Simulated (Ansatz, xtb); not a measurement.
## Relative energy of two isomers of C3H4BFN2

Structure a: `Bn1ccnc1F`, a singlet. Structure b: `Bc1nc(F)c[nH]1`, a singlet. Both are isolated molecules in the gas phase, relaxed with PBE0-D3(BJ)/def2-SVP; the shapes shown needn't be the lowest conformers.

a (Å):

```tsv
atom	x (Å)	y (Å)	z (Å)
C	0.1965	-0.2089	-1.4151
C	-0.5767	0.0205	-2.5074
C	-0.2441	1.9220	-1.6605
B	1.1897	1.3500	0.3376
F	-0.2250	3.1987	-1.3917
N	0.4332	1.0446	-0.8309
N	-0.8467	1.3765	-2.6483
H	1.7058	0.4348	0.9233
H	1.2763	2.4971	0.6811
H	0.6079	-1.1162	-0.9818
H	-0.9683	-0.7044	-3.2190
```

b (Å):

```xyz
11

C     0.6266    1.1963   -0.7763
C    -1.4598    0.8642   -1.0574
C    -0.8408    0.1588   -2.0870
B     1.9816    1.6544   -0.2580
F    -2.7574    0.9310   -0.8539
N    -0.5894    1.4809   -0.2783
N     0.4734    0.3885   -1.8815
H     2.0516    2.3605    0.7133
H     2.9804    1.2949   -0.8410
H    -1.2397   -0.4491   -2.8943
H     1.2369    0.0303   -2.4428
```

Quicker runs give these differences E(b) − E(a): GFN2-xTB +0.941 eV; HF/STO-3G +1.179 eV (at GFN2-xTB geometries); r2SCAN-D4/def2-SVP +0.600 eV (at GFN2-xTB geometries).

Question: Estimate E(b) − E(a) at the level CCSD(T)/def2-SVP + ΔMP2/def2-TZVPP.

Answer: Calculated at CCSD(T)/def2-SVP + ΔMP2/def2-TZVPP: E(b) − E(a) = +0.734 eV, so structure a lies lower.

How the difference moves with the method:

```csv
level,geometry,E(b) − E(a) (eV),departure from the last row (eV),"job, with rough time for the two"
GFN2-xTB,GFN2-xTB,+0.941,+0.207,"optimisation, 0.12 s"
HF/STO-3G,GFN2-xTB,+1.179,+0.445,"single point, 0.32 s"
r2SCAN-D4/def2-SVP,GFN2-xTB,+0.600,−0.134,"single point, 2.6 s"
PBE0-D3(BJ)/def2-SVP,PBE0-D3(BJ)/def2-SVP,+0.639,−0.095,"optimisation, 23 s"
HF/def2-SVP,PBE0-D3(BJ)/def2-SVP,+0.964,+0.230,part of the CCSD(T) run
MP2/def2-SVP,PBE0-D3(BJ)/def2-SVP,+0.704,−0.030,part of the CCSD(T) run
CCSD(T)/def2-SVP,PBE0-D3(BJ)/def2-SVP,+0.806,+0.072,single point
CCSD(T)/def2-SVP + ΔMP2/def2-TZVPP,PBE0-D3(BJ)/def2-SVP,+0.734,,"single point, 29 s"
```

As drawn, b has 1 C–B, 1 N–H in place of 1 B–N, 1 C–H.

None of the levels shown reverses the order. The largest departure from CCSD(T)/def2-SVP + ΔMP2/def2-TZVPP is that of HF/STO-3G, 0.445 eV. The last row adds to CCSD(T) the change of the MP2 difference between the two basis sets, here −0.072 eV.

With thermal terms from frequencies at re-optimised GFN2-xTB minima (ideal gas, soft modes damped towards free rotors, one conformer each, 298.15 K, 1 atm): the zero-point term adds −0.019 eV; ΔH is +0.721 and ΔG +0.710 eV.

The correlated steps freeze 7 core orbitals. Codes used: Ansatz 0.2.0, xtb 6.7.1; the last row on 2 threads of Intel(R) Xeon(R) 6975P-C (Granite Rapids) on a shared host.

The N-boryl isomer a is clearly favoured, by +0.734 eV, and the thermal terms barely change this. The main reason is probably the boron–nitrogen bond: it is strongly polar, and the coplanar BH2 group lets the ring nitrogen's π lone pair donate into the empty boron p orbital. In b the boryl group is also coplanar and can draw π density from the ring, but through a less polar bond to carbon, and the N–H bond gained doesn't make up for the loss.

Electron correlation narrows the gap from its Hartree–Fock value without threatening the order, which suggests that the preference is already set by bond polarity and π donation at the mean-field level.

Fluorine also changes place, from the carbon between the two nitrogens in a to a carbon bonded to only one ring nitrogen in b. The energy difference is therefore not a clean measure of N- against C-borylation; separating the two effects would need isomers with fluorine held at the same ring position.
